## A lead vacancy in layered lead oxide: which atoms notice it?

Litharge, the red form of PbO, is built of sheets. In each sheet a layer of oxygen lies between two planes of lead, and a gap separates one sheet from the next. One lead ion, Pb²⁺, is taken out; the two electrons it had given to the oxygen stay behind, hence the charge of -2.

The table lists the remaining atoms by their distance $r$ from the vacancy. $V_{zz}$ is the largest principal component of the electric field gradient at the nucleus, which is what a nucleus with a quadrupole moment feels. The asymmetry is zero when the surroundings look the same in both directions across the principal axis. The potential is counted from the nearest site of the same element, so lead and oxygen have separate zeros.

Ansatz 0.2.0 calculation with plane waves, PBE and default PAW datasets, scalar-relativistic and without spin polarisation. PbO with a Pb vacancy of charge -2, 31-atom supercell, ions relaxed, cutoff 420 eV, 3x3x2 k-point mesh. Vzz is the principal field gradient largest in size; the asymmetry is (Vxx - Vyy)/Vzz, with |Vxx| ≤ |Vyy| ≤ |Vzz|.

```csv
atom,like atoms,distance from the defect (Å),Vzz (1e21 V/m^2),asymmetry,potential at the nucleus less that at the nearest site of the element (V)
O16,4,2.48,-6.99,0.04,0.00
Pb9,4,3.61,-26.64,0.72,0.00
Pb8,4,3.82,-22.50,0.06,0.54
Pb2,2,3.97,-35.20,0.50,-0.11
O17,4,4.31,0.50,0.79,0.80
O20,4,4.60,0.98,0.29,0.23
Pb1,1,4.99,-24.17,0.00,0.58
Pb6,1,5.62,-29.52,0.00,-0.01
O21,4,5.85,0.38,0.26,0.81
Pb3,2,6.39,?,?,?
Pb7,1,7.53,?,?,?
```

### (a) Where do the lead atoms sit, and does distance order their field gradients?

**Solution.** The distances reveal the positions. Pb2 lies one lattice step $a$ = 3.97 Å along the sheet, and Pb1, at 4.99 Å, lies about one step $c$ up the stack, in the next sheet. With these two distances, an atom displaced by both steps should be found near $\sqrt{3.97^2+4.99^2}$ = 6.38 Å, and Pb3 is at 6.39 Å. A second step along the sheet, at right angles to the first, leads in the same way to Pb7.

The calculation repeats a cell of two sheets, one with the vacancy and one intact. Pb2 and Pb6 belong to the vacancy sheet; Pb1, Pb3 and Pb7 belong to the intact one. Pb9 and Pb8 are harder to place, because they lie at similar distances on opposite sides of the vacancy. Their heights suggest that Pb9 sits across the oxygen layer, in the vacancy sheet, and Pb8 across the gap, in the intact sheet. The potential bears this out: Pb9 is level with Pb6 to 0.01 V, and Pb8 with Pb1 to 0.04 V. The atoms were relaxed around the vacancy, so they can stand a little away from their places in the perfect crystal.

Distance does not order the gradients. Pb6 is farther from the vacancy than Pb1, yet its $V_{zz}$ is larger in size, -29.5 against -24.2 (in $10^{21}$ V/m², as throughout). The sheet does separate them: each of the three known lead sites in the vacancy sheet has a larger gradient than either of the two in the intact sheet.

### (b) Why should the sheet matter more than the distance? Forecast $V_{zz}$, the asymmetry and the potential at Pb3 and Pb7.

**Solution.** The first suspect is the charge of the vacancy itself. A point charge of two electrons at distance $r$ produces a gradient of size

$$|V_{zz}| = \frac{2\cdot 2e}{4\pi\varepsilon_0 r^3}.$$

With $e/4\pi\varepsilon_0$ = 14.4 V Å and the distance of Pb2, this is $4\times14.4/3.97^3$ = 0.92 V/Å², or about 0.09 in the units of the table. Pb2 and Pb6 differ by 5.7, some sixty times as much. The distant charge must act mainly in indirect ways: it moves the neighbouring ions and distorts the electrons of the lead atom itself, which are far closer to the nucleus.

Those electrons are lopsided even in the perfect crystal. Lead in litharge has its four oxygen neighbours on one side and a lone pair, a mixture of the 6s and 6p shells, on the other. Extra electron density along an axis makes the gradient along that axis negative, which agrees with the large negative $V_{zz}$ at every known lead site. The lone pair is standard chemistry here; the table holds no electron density that would display it.

A change in the bonds to oxygen should therefore change the gradient at lead. Oxygen gives the clearest example of what a lost bond does. An oxygen atom with four lead neighbours in a rough tetrahedron has a small gradient, at most 0.98 in size in this table. O16 has lost one of the four, and its $V_{zz}$ is -6.99. Its asymmetry is close to zero, as suits an atom whose three remaining bonds are arranged around the direction of the lost one.

O16 passes the disturbance on to lead. It stands 2.48 Å from the vacancy, where the undistorted lattice would put it at about 2.3 Å, so it has moved away from the empty site. Pb2 has two such oxygen atoms on opposite sides and two ordinary ones on the other pair of sides. Its surroundings thus differ between the two directions in the sheet, which allows a sizeable asymmetry; the computed value is 0.50. Pb2 also lies midway between two vacancies of the repeated cell, so its gradient, the largest among the known rows, is not the response to a single defect.

Bonds link the atoms within a sheet, but only weak forces act across the gap. A disturbance carried by bonds should therefore stay mostly in its own sheet. The potential draws the same boundary. Pb8 and Pb9 are almost equally close to the vacancy, yet Pb8 lies 0.54 V higher, while Pb8 and Pb1, in the same sheet, differ by only 0.04 V. The potential at lead is nearly level within a sheet and steps up across the gap, as it would if the ions and lone pairs of each sheet shifted so as to screen the field inside it.

One more question decides the forecast: does an atom in the intact sheet notice whether it sits above a vacancy or between vacancies? The vacancies form a square pattern of period $2a$, and so does the potential they produce. In empty space Laplace's equation demands that curvature along the sheet be balanced by curvature across it. The slowest ripple then dies with height $h$ as $e^{-2\pi h/2a}$. At $h = c$ only about 2% is left, and the vacancies on the other side of the intact sheet add about as much again. The crystal screens differently along and across its sheets, which changes the exact figure, but the ripple should still be weak one sheet away.

Pb3 and Pb7 should therefore resemble the other lead atoms of their sheet. The simplest model gives each sheet one mean value of $V_{zz}$, found by least squares from the five known lead rows. For the intact sheet it is the average of Pb8 and Pb1, (-22.50 - 24.17)/2 = -23.3. When each known row in turn is predicted from the others, the typical error is 4.3, and this sets the range.

The forecasts are:

- **Field gradient:** -23.3 for both Pb3 and Pb7, each within 4.
- **Potential:** 0.56 V for both, within 0.1 V.
- **Asymmetry:** 0.00 at Pb7, which lies on a fourfold axis; 0.06 at Pb3, the value of Pb8, with a range from 0 to 0.3.

For comparison, a constant plus a term in $1/r^3$, fitted to the same five rows, expects about -28 at both sites.

### (c) Compare the forecasts with the calculation. What do the hits and misses teach?

The withheld rows as computed:

```csv
atom,like atoms,distance from the defect (Å),Vzz (1e21 V/m^2),asymmetry,potential at the nucleus less that at the nearest site of the element (V)
Pb3,2,6.39,-22.25,0.01,0.56
Pb7,1,7.53,-22.10,0.00,0.57
```

**Solution.** Both field gradients fall within the range. The forecast was too large in size by 1.1 at Pb3 and 1.2 at Pb7, about 5% of the computed values. The distance law misses by about 6. Its own typical error on the known rows is also about 6, so these two sites favour the sheet picture without ruling out every dependence on distance.

The most telling comparison is between Pb6 and Pb7. They occupy the same place relative to the pattern of vacancies, one sheet apart, and both lie on a fourfold axis. Yet $V_{zz}$ is -29.5 at Pb6 and -22.1 at Pb7. Moving along the intact sheet, from Pb1 to Pb7, changes it by only about 2.

Pb6 also marks the limit of the explanation by bonds. All four of its oxygen neighbours have kept their full set of lead atoms, and still its gradient is well above those of the intact sheet. Perhaps small displacements spread from O16 through the whole vacancy sheet, which at this defect density has lost one lead atom in eight. The table gives distances from the vacancy but no bond lengths at Pb6, so this remains a guess.

The two misses have the same sign, and the reason lies in the average. Pb3 and Pb7 agree closely with Pb8, while Pb1 stands apart with a gradient about 2 larger in size. Since Pb1 makes up half of the average, it pulled the forecast away from the other three. Pb1 is the atom directly in line with the vacancies above and below it, which may distort its surroundings more. A difference of this size could also come partly from the mesh of k points, to which field gradients are sensitive when the band gap is small.

The range of 4 proved cautious. It came largely from the scatter in the vacancy sheet, where the three lead sites span 8.6. In the intact sheet the four lead sites span only about 2. A single error bar for both sheets hides this difference, which is itself part of the result: the gradients in the vacancy sheet are larger than those in the intact sheet and also less even.

The asymmetry shows the same fading. Pb2 and Pb3 both lie midway between two vacancies in the pattern, one sheet apart, and the value drops from 0.50 to 0.01. The forecast of 0.06 was slightly high but well inside its range. At Pb7 the fourfold axis leaves zero as the only possible value, so that entry tests the symmetry of the structure and not the strength of the disturbance.

The potential was forecast best, to 0.01 V at both sites. Lead nuclei in the intact sheet are level to within 0.04 V, and on average they lie 0.6 V above those in the vacancy sheet. The size of this step belongs to the repeated cell, in which every second sheet is charged and a uniform background balances the charge. An isolated vacancy would have a different profile.

To judge the gradient at a lead site near such a vacancy, the useful first question is whether the atom shares a sheet with the defect. Damage to its oxygen neighbours is a poorer guide to the size of the gradient: Pb9 has two neighbours like O16 and Pb6 has none, yet Pb6 has the larger gradient. Distance alone would have put Pb8 among the strongly disturbed atoms and Pb6 among the quiet ones. The values around -22 should not be taken as those of perfect litharge, however, because even the intact sheet has vacancies on both sides, and spin-orbit coupling, which can matter for lead, was left out.

Stable lead nuclei have no quadrupole moment in the ground state, so ordinary NMR cannot read these gradients at lead. Oxygen-17 can be read, and there the lost bond is the clear sign: the computed quadrupole coupling is 4.3 MHz in size at O16 and at most 0.6 MHz at the other oxygen sites.
